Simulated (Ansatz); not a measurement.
# SiC: the change of phonon entropy with temperature

Results calculated with Ansatz 0.2.0, not measured. Harmonic phonon free energy (zero-point part included), entropy and heat capacity at constant volume from interpolated force constants; periodic cell, basis, potentials, k mesh and filling as listed.

Structure of every row (space group F-43m, No. 216):
```
cell vectors (Å)
   0.0000     2.1790     2.1790
   2.1790     0.0000     2.1790
   2.1790     2.1790     0.0000
atoms (fractions of the cell vectors)
Si  0.00000  0.00000  0.00000
C   0.25000  0.25000  0.25000
```

Settings of every row: functional PBE; dispersion none; potentials PAW; wave cutoff 420 eV; density cutoff 1680 eV; k mesh 8x8x8; k shift 0x0x0; occupations fermi dirac; smearing width 0.02 eV; spin none; phonon method finite displacements; phonon supercell 2x2x2; dipole term of polar modes included.

Limits: volume not checked for rest.

```
row  temperature (K)  phonon entropy (k_B/atom)  phonon free energy (meV/atom)  phonon heat capacity (k_B/atom)
  1              100                      0.106                         108.85                            0.293
  2              300                      1.063                          99.46                            1.642
  3              500                          ?                              ?                                ?
  4              700                      2.929                          28.53                            2.627
  5              900                      3.608                            -28                            2.764
```

Question: what phonon entropy should row 3 give?

Worked fit of phonon entropy. Entropy rises as the heat capacity times the change of ln T, so take t = ln(T / 300 K). The shown rows have t = -1.0986, 0, 0.8473, 1.0986. Least squares give phonon entropy = 1.0737 + 1.60311 × t + 0.65552 × t² k_B/atom; a straight line predicts inner rows, each left out in turn, worse (root mean square 0.51 against 0.081 k_B/atom). The rows lie off it by 0.002, -0.011, 0.026, -0.018 (root mean square 0.017 k_B/atom). The slope at t = 0, 1.6 k_B/atom, estimates the heat capacity at 300 K. The withheld row has t = 0.5108, so the fit gives 1.0737 + 1.60311 × (0.5108) + 0.65552 × (0.5108)² = 2.064 k_B/atom.

The calculation gave 2.09 k_B/atom. The fit lies 0.026 k_B/atom (1.2 % of the value, 0.74 % of the column's range) below it; its largest miss of a shown row is 0.026 k_B/atom.

The other values of row 3: phonon free energy 72.05 meV/atom; phonon heat capacity 2.337 k_B/atom.
